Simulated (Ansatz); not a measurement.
Isomers of C3H9BO

2 of its isomers, all singlets with charge 0: A = `CBOCC`; B = `[BH3-][O+]=C(C)C`.

Shapes, held fixed at every level: PBE0-D4/def2-TZVP. Flexible molecules stand in one conformer, not always the lowest. Programs: Ansatz 0.2.0.

A:

```xyz
14

C    -1.7315   -1.1331    1.4775
B    -0.3641   -0.8471    0.7814
O    -0.3382   -0.1897   -0.3944
C     0.8736    0.1142   -1.0657
C     1.0963    1.6066   -1.0965
H    -1.7428   -0.6972    2.4828
H    -1.8611   -2.2109    1.6269
H    -2.5891   -0.7514    0.9206
H     0.6852   -1.1998    1.2659
H     1.7074   -0.3964   -0.5712
H     0.7875   -0.2810   -2.0821
H     1.9996    1.8424   -1.6642
H     0.2510    2.1122   -1.5673
H     1.2133    2.0020   -0.0850
```

B:

```xyz
14

B    -1.8460    0.3234    0.9221
O    -0.3783   -0.2803    0.9812
C     0.4389   -0.2012    0.0614
C     0.1060    0.4822   -1.2052
C     1.7776   -0.8121    0.2533
H    -2.3301    0.0484    1.9883
H    -2.3818   -0.2202   -0.0257
H    -1.6979    1.5164    0.7328
H    -0.2019    1.5073   -0.9739
H     0.9296    0.4686   -1.9156
H    -0.7889    0.0121   -1.6262
H     1.9531   -1.5563   -0.5295
H     2.5480   -0.0448    0.1305
H     1.8589   -1.2727    1.2353
```

Electronic energies in kJ/mol, without zero-point or thermal terms.

```tsv
level	kind	B − A
HF/def2-TZVPP	Hartree–Fock	+194.9
r2SCAN-D4/def2-TZVPP	meta-GGA	+164.1
BHLYP-D4/def2-TZVPP	global hybrid	+182.6
r2SCAN0-D4/def2-TZVPP	global hybrid	+174.9
MP2/def2-TZVPP	perturbation theory	+179.1
CCSD/def2-TZVPP	coupled cluster or CI	+181.1
CCSD(T)/CBS estimate	coupled cluster or CI	+179.0
```

The highest level, CCSD(T)/CBS estimate, puts A lowest of these. All levels agree on that. The B − A difference spans +164.1 to +194.9 kJ/mol over the levels. The CBS estimate extrapolates MP2 from def2-TZVPP and def2-QZVPP and adds CCSD(T) − MP2 in the triple-zeta set, cores frozen.

The alkoxyborane A lies far below the acetone–borane adduct B, and the gap is much larger than the spread between methods. In A, boron forms a covalent bond to oxygen, strengthened by donation from an oxygen lone pair into the empty boron p orbital, and it also has a B–C bond. In B, that orbital is filled only by a dative bond from a weakly basic carbonyl oxygen, while the C=O π bond and three hydridic B–H bonds remain unused. The preference thus reflects the same driving force that makes carbonyl reduction by boranes favourable.

Hartree–Fock gives the largest gap and CCSD(T) lowers it to +179.0 kJ/mol, so correlation favours the adduct. r2SCAN goes too far in that direction, probably because it overstabilises donor–acceptor charge transfer, and r2SCAN0 recovers most of the difference.

The gap is not the energy of hydride transfer within the adduct, which would give isopropoxyborane rather than the ethoxy(methyl)borane A.
